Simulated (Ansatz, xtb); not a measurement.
## CH3CuSi: which of two structures lies lower

Structure I: a singlet given by its coordinates. Structure II: a singlet given by its coordinates. Both are isolated molecules in the gas phase, relaxed with r2SCAN-D4/def2-TZVP.

I (Å):

```
atom    x (Å)    y (Å)    z (Å)
   C  -0.5483  -0.1687  -1.3879
  Cu   0.3308  -0.1482   2.2877
  Si  -0.2754   0.2407   0.2366
   H  -0.3565  -1.1634  -1.7851
   H  -0.9292   0.5393  -2.1196
   H   0.8632  -1.2098   3.2244
```

Close contacts (Å): C1–Si3 1.70, Cu2–Si3 2.17, C1–H4 1.09, C1–H5 1.09, Cu2–H6 1.51.

II (Å):

```xyz
6

C    -0.5452    0.6168    1.3070
Cu   -0.4753   -0.7720   -0.2019
Si    0.5402    1.2928    0.1029
H    -1.5225    1.0933    1.4480
H    -0.2583   -1.8674   -1.2282
H    -0.2776   -0.0004    2.1685
```

Close contacts (Å): C1–Cu2 2.05, C1–Si3 1.76, Cu2–Si3 2.32, C1–H4 1.10, C1–H6 1.09, Cu2–H5 1.52.

Energies in hartree; the thermal terms are from r2SCAN-D4/def2-TZVP harmonic frequencies (ideal gas, rigid rotor, one conformer each, 298.15 K, 1 atm) and include the zero-point energy:

|  | I | II |
| --- | --- | --- |
| E, CCSD(T)/def2-TZVP | −1968.320452 | −1968.334801 |
| zero-point energy | 0.029654 | 0.029798 |
| H(298 K) − E | 0.036261 | 0.036057 |
| G(298 K) − E | 0.000821 | 0.001211 |

Work out ΔE, ΔE₀, ΔH and ΔG for I → II in kJ/mol (1 Eh = 2625.50 kJ/mol) and the equilibrium ratio [II]/[I].

1. ΔE = −1968.334801 − (−1968.320452) = −0.014349 Eh = −37.67 kJ/mol.
2. ΔE₀ = ΔE + ΔZPE = −0.014349 + (+0.000144) Eh = −37.30 kJ/mol.
3. ΔH = ΔE + (−0.000204) Eh = −38.21 kJ/mol.
4. ΔG = ΔE + (+0.000390) Eh = −36.65 kJ/mol, so ΔS = (ΔH − ΔG)/T = −5.2 J/(mol K).
5. kT = 0.9442 mEh, so K = [II]/[I] = exp(−ΔG/kT) = exp(+14.78) ≈ 2.6 × 10^6.

Structure II is favoured at this temperature. An error of 4 kJ/mol in ΔG would change K by a factor of 5. Large T1 diagnostics make the coupled-cluster value less sure. Mirror images and further conformers aren't counted.

Other levels gave ΔE = −34.0 (r2SCAN-D4/def2-TZVP); −20.8 (HF/def2-TZVP); −52.9 (MP2/def2-TZVP) kJ/mol. The correlated steps freeze 11 core orbitals; the last core shell of Cu is correlated, in a basis made for valence electrons. Programs: Ansatz 0.2.0.

Both structures pair an H₂C=Si unit with CuH, and they differ in where copper binds. In I it sits at the silicon end, where the silicon lone pair can donate to it. In II it lies over the C=Si face and touches both atoms. The preference for II probably comes from the added Cu–C bonding: the π bond is polarised towards the more electronegative carbon, which makes that end a good donor to copper. The longer C–Si distance, 1.76 against 1.70 Å, fits π donation and some back-donation into π*, at the cost of part of the double bond.

The preference is electronic, since the thermal terms nearly cancel and the small entropy loss suits a somewhat stiffer, bridged framework. Every level listed puts II lower, but the size of the gap is less settled; Hartree–Fock gives the smallest and MP2 the largest, perhaps because correlation matters more in the compact side-on contact. Without a barrier or other connectivities such as CH₃–Si–Cu, neither the lifetime of I nor the global minimum is established.
